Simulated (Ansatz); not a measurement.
**Group exchange: C2H8OSi + CH6S2Si → C2H10OSi2 + CH4S2**

Species: C2H8OSi `CO[SiH2]C`, singlet; CH6S2Si `CSS[SiH3]`, singlet; C2H10OSi2 `CO[SiH2]C[SiH3]`, singlet; CH4S2 (methyl hydrodisulfide) `CSS`, singlet. The partners trade H for SiH3: C–H and S–SiH3 bonds give way to C–SiH3 and S–H.

Shapes, held fixed at every level: PBE0-D4/def2-TZVP. Flexible molecules stand in one conformer, not always the lowest. Programs: Ansatz 0.2.0. Electronic energies: no zero-point or thermal term.

```json
{"level": "HF/def2-TZVPP", "kind": "Hartree–Fock", "ΔE (kJ/mol)": "+49.7", "less CCSD(T)/CBS estimate": "-3.9"}
{"level": "PBE-D4/def2-TZVPP", "kind": "GGA", "ΔE (kJ/mol)": "+55.3", "less CCSD(T)/CBS estimate": "+1.7"}
{"level": "r2SCAN-D4/def2-TZVPP", "kind": "meta-GGA", "ΔE (kJ/mol)": "+54.4", "less CCSD(T)/CBS estimate": "+0.8"}
{"level": "PBE0-D4/def2-TZVPP", "kind": "global hybrid", "ΔE (kJ/mol)": "+54.1", "less CCSD(T)/CBS estimate": "+0.5"}
{"level": "wB97X-V/def2-TZVPP", "kind": "range-separated hybrid", "ΔE (kJ/mol)": "+50.9", "less CCSD(T)/CBS estimate": "-2.7"}
{"level": "CCSD/def2-TZVPP", "kind": "coupled cluster or CI", "ΔE (kJ/mol)": "+48.8", "less CCSD(T)/CBS estimate": "-4.8"}
{"level": "CCSD(T)/CBS estimate", "kind": "coupled cluster or CI", "ΔE (kJ/mol)": "+53.6", "less CCSD(T)/CBS estimate": "0.0"}
```

The highest level, CCSD(T)/CBS estimate, gives ΔE = +53.6 kJ/mol; the levels span +48.8 to +55.3. The column of differences is taken from that level and isn't an error. No measured value is set beside it here. The CBS estimate extrapolates MP2 from def2-TZVPP and def2-QZVPP and adds CCSD(T) − MP2 in the triple-zeta set, cores frozen.

The exchange is clearly uphill at every level, so hydrogen favours carbon and silyl favours sulfur in this pair of molecules. The main reason is probably the large advantage of a C–H bond over an S–H bond: hydrogen's compact 1s orbital overlaps better with carbon's valence orbitals than with the more diffuse 3p orbitals of sulfur. Silicon discriminates less between the two partners, and the C–Si bond gained doesn't repay the loss.

Bond count and closed-shell character are conserved, so much of the correlation energy cancels, and even Hartree–Fock comes within 3.9 kJ/mol of the highest level. The larger CCSD difference can't be assigned to missing triples alone, because the basis changes as well. The close agreement of PBE0-D4 may likewise owe something to cancelling errors, and one reaction doesn't establish a ranking of functionals. Replacing a stiff C–H stretch with a softer S–H stretch would probably make the reaction somewhat less endothermic, without overturning the preference.
